Whether a hafnium–tin oxide is worth trying as a clear film depends on its band gap: visible light reaches up to roughly 3.1 eV, and an ideal crystal with a clearly wider gap lets it pass. A narrower gap does not by itself prove absorption, since the transition at the gap may be forbidden, and no optical strengths were computed here. For the crystal below, a hypothetical ordered one, the side of that mark on which the gap falls changes with the level of theory. PBE and r2SCAN put the gap below that mark, the hybrids HSE06 and PBE0 well above it. It is therefore useful to know, before a costly calculation is started, how far each change of theory will move the gap.

HfSn3O8, 12 atoms in the cell, built as rutile host, space group Cmmm (65), conventional a = 6.752, b = 6.775, c = 6.416 Å, 12.23 Å³ an atom. Ansatz 0.2.0, plane-wave PAW, no spin polarisation, cell relaxed with r2SCAN. In all rows least direct gap equals band gap.

| level of theory | band gap (eV) |
| --- | --- |
| PBE | 2.006 |
| r2SCAN | 2.657 |
| HSE06 | 3.719 |
| PBE+SOC | 2.013 |
| PBE0 | 4.452 |

## Two hybrids with the same fraction

HSE06 and PBE0 both use exact exchange with a fraction of one quarter, yet their gaps differ by 0.73 eV. The fraction alone therefore does not fix the gap. What differs is the range. PBE0 uses exact exchange at all distances, while HSE06 keeps it at short distances and fades it out over a length $1/\omega$ of about 4.8 Å. The step from HSE06 to PBE0 is thus the effect of long-range exact exchange, and this part can be worked out by hand.

The interaction that PBE0 keeps and HSE06 drops is, in atomic units, $\mathrm{erf}(\omega r)/r$. It does not diverge at small distance $r$ as the full Coulomb interaction does, but levels off at

$$v_0=\frac{2\omega}{\sqrt{\pi}} .$$

At the Sn–O distance of 2.06 Å it has fallen by only some 6 %. Over the length of a bond it is nearly a constant, and a constant interaction makes exchange very simple.

Exact exchange acts on an electron state through the density matrix of the filled states, which in an insulator dies away over a few bonds. If the interaction is treated as the constant $v_0$ over that distance, which is only roughly true, it can be taken out of the integral. What remains is a projection onto the filled states. It returns a filled state unchanged and gives zero for an empty one. Long-range exact exchange therefore lowers each filled state by $v_0$ and leaves the empty ones where they are.

The PBE exchange that is taken out in return does not undo this. It acts on all states through one common potential. For a nearly constant interaction this potential is itself nearly constant in space, so it shifts filled and empty states alike. With a fraction $a$ of exact exchange, the gap should then widen by

$$\Delta E = a\,v_0 .$$

## First worked row: PBE0

The estimate needs the HSE06 gap, the fraction $a=1/4$ and the standard HSE06 value $\omega=0.11$ per bohr. In practical units $2/\sqrt{\pi}$ becomes 30.7 eV bohr, so that

$$v_0 = 30.7\times 0.11 = 3.38\ \text{eV},\qquad \Delta E = 3.38/4 = 0.84\ \text{eV}.$$

Added to the HSE06 gap of 3.72 eV, this gives 4.56 eV for PBE0. The calculation gives 4.45 eV. The PBE0 row played no part in the estimate, so the comparison does test the rule, though the mesh used for the hybrids weakens the test, as explained further below. The estimate is 0.11 eV too high, which is 15 % of the step between the two hybrids.

The sign of the miss is what the argument leads one to look for. The interaction does weaken with distance, and the density matrix does have some width. A filled state is then lowered by slightly less than $v_0$, and an empty state is no longer left quite alone. Both effects make the true step smaller than the estimate.

The same reasoning also says how the step is shared between the band edges. The long-range PBE exchange that is removed had lowered every state by about half of $v_0$, because it lowers the energy by about $v_0/2$ per electron. Without a quarter of it, all states rise by 0.42 eV, while the exact exchange put in its place lowers the filled ones by 0.84 eV. The valence edge should thus fall by 0.42 eV and the conduction edge rise by as much. On the internal energy scale of the calculation they move by 0.40 eV down and 0.33 eV up, so the opening is indeed shared almost evenly.

## Second worked row: HSE06

The larger step, from PBE to HSE06, comes from exact exchange at short range. It too treats filled and empty states differently. At these distances, however, the interaction varies strongly across a single atom, so the result depends on the shape of the orbitals. No universal constant can replace it, and one row has to be spent on calibration.

HSE06 lies 1.713 eV above PBE with a quarter of exact exchange. The short-range constant is therefore $S=4\times1.713=6.85$ eV. It belongs to this crystal and to the HSE06 value of $\omega$, and another $\omega$ would need a new calibration. The whole rule then reads

$$E_\text{gap}=E_\text{PBE}+a_\text{s}\,S+a_\text{l}\,v_0 ,$$

where $a_\text{s}$ and $a_\text{l}$ are the fractions of exact exchange at short and at long range. They are both zero for PBE, $1/4$ and zero for HSE06, and both $1/4$ for PBE0. HSE06 comes out exactly because it supplied $S$, so its agreement is no test. As both hybrids use the same fraction, the assumption that the gap grows in proportion to it is also untested here.

For the clear film, the rule separates a large decision from a small one. Bringing in short-range exact exchange carries the gap across the limit of visible light. Extending it to long range only widens a margin that is already there. An error of 0.11 eV in the second step does not alter that conclusion. The rule only estimates what a level of theory will give, however; it cannot decide which level is closest to a real film.

## Where the rule stops

The rule fails for r2SCAN. This functional contains no exact exchange, so the rule leaves it at the PBE gap, 0.65 eV too low. The likely reason is that r2SCAN depends on the kinetic-energy density, which is built from the orbitals themselves. Its potential can therefore treat filled and empty states differently, as exact exchange does, and it achieves 38 % of the opening from PBE to HSE06. The rule is meant for hybrids built on PBE, not for every functional that improves on PBE.

Spin-orbit coupling has no term in the rule either, but here that costs little. It changes the PBE gap by less than 0.01 eV.

A second limit lies in $\omega$. The estimated step up to PBE0 grows in proportion to $\omega$, and at about 0.32 per bohr, three times the HSE06 value, it would use up the whole opening from PBE to PBE0. In truth the gap returns to that of PBE only when $\omega$ becomes infinite and no exact exchange is left. The straight line must therefore bend well before that point. It is sound only while $1/\omega$ is long compared with a bond, that is, for hybrids with about the range of HSE06 or a longer one.

The third limit concerns the test itself. Both hybrids were computed on a coarse mesh of wave vectors, whose steps are about as large as the wave vector over which the long-range interaction dies away. By a rough estimate, more than half of the long-range exchange comes from the mesh cell around zero wave vector. There a filled state overlaps fully with itself and an empty state not at all with the filled ones, which is just what the rule assumes. Some of the agreement is thus built in, and the 15 % measures the rule against this calculation, not against a PBE0 gap on a fine mesh.

## Carrying the rule to a neighbouring series

Suppose the rows were different wide-gap oxides, each computed with PBE, HSE06 and PBE0. By the argument above, the step from PBE to HSE06 should change from one oxide to the next, because it depends on the orbitals at the band edges. The step from HSE06 to PBE0 should stay nearly the same, because it depends mainly on $a$ and $\omega$, which belong to the functionals and not to the crystal. In a semiconductor with a narrow gap the density matrix reaches further, the interaction is less constant across it, and the second step should shrink somewhat.

For a quick estimate in such a series, the HSE06 gap of each oxide is enough: add 0.8 eV to obtain its PBE0 gap, and expect the result to be slightly high. This advice rests on the argument and on a test with one crystal only. The output that follows gives the estimate for each row, the shifts of the band edges and the figures for the mesh.

Numerical output:

```
Distance 1/omega that sets where HSE06 drops exact exchange (angstrom): 4.811
Handy constant 2/sqrt(pi) in eV bohr: 30.7
Long-range interaction at zero distance (eV): 3.378
Estimated extra gap of PBE0 over HSE06 with nothing fitted (eV): 0.8444
Computed extra gap of PBE0 over HSE06 (eV): 0.733
Estimate too large by (percent): 15.2
Gap opening from PBE to HSE06 (eV): 1.713
Short-range constant calibrated on HSE06 (eV per unit fraction): 6.852
Rule against computed gaps:
      row  computed_eV  rule_eV  miss_eV
      PBE        2.006    2.006        0
   r2SCAN        2.657    2.006   -0.651
    HSE06        3.719    3.719        0
  PBE+SOC        2.013    2.006   -0.007
     PBE0        4.452    4.563   0.1114
Gap opening from PBE to r2SCAN (eV): 0.651
The same as share of the PBE to HSE06 opening (percent): 38
Change of the PBE gap by spin-orbit coupling (eV): 0.007
Estimated shift of each edge from HSE06 to PBE0, down and up (eV): 0.4222
Computed shift of the valence band top from HSE06 to PBE0 (eV): -0.4
Computed shift of the conduction band bottom from HSE06 to PBE0 (eV): 0.3326
Computed shift of the middle of the gap from HSE06 to PBE0 (eV): -0.03367
Omega at which a straight line would use up the whole PBE0 opening (1/bohr): 0.3186
Width 2 omega of the long-range interaction in wave vector (1/bohr): 0.22
Mesh step of the hybrids along a and b (1/bohr): 0.1738
Mesh step of the hybrids along c (1/bohr): 0.2591
Rough share of the long-range integral in the mesh cell around zero (percent): 57.2
```
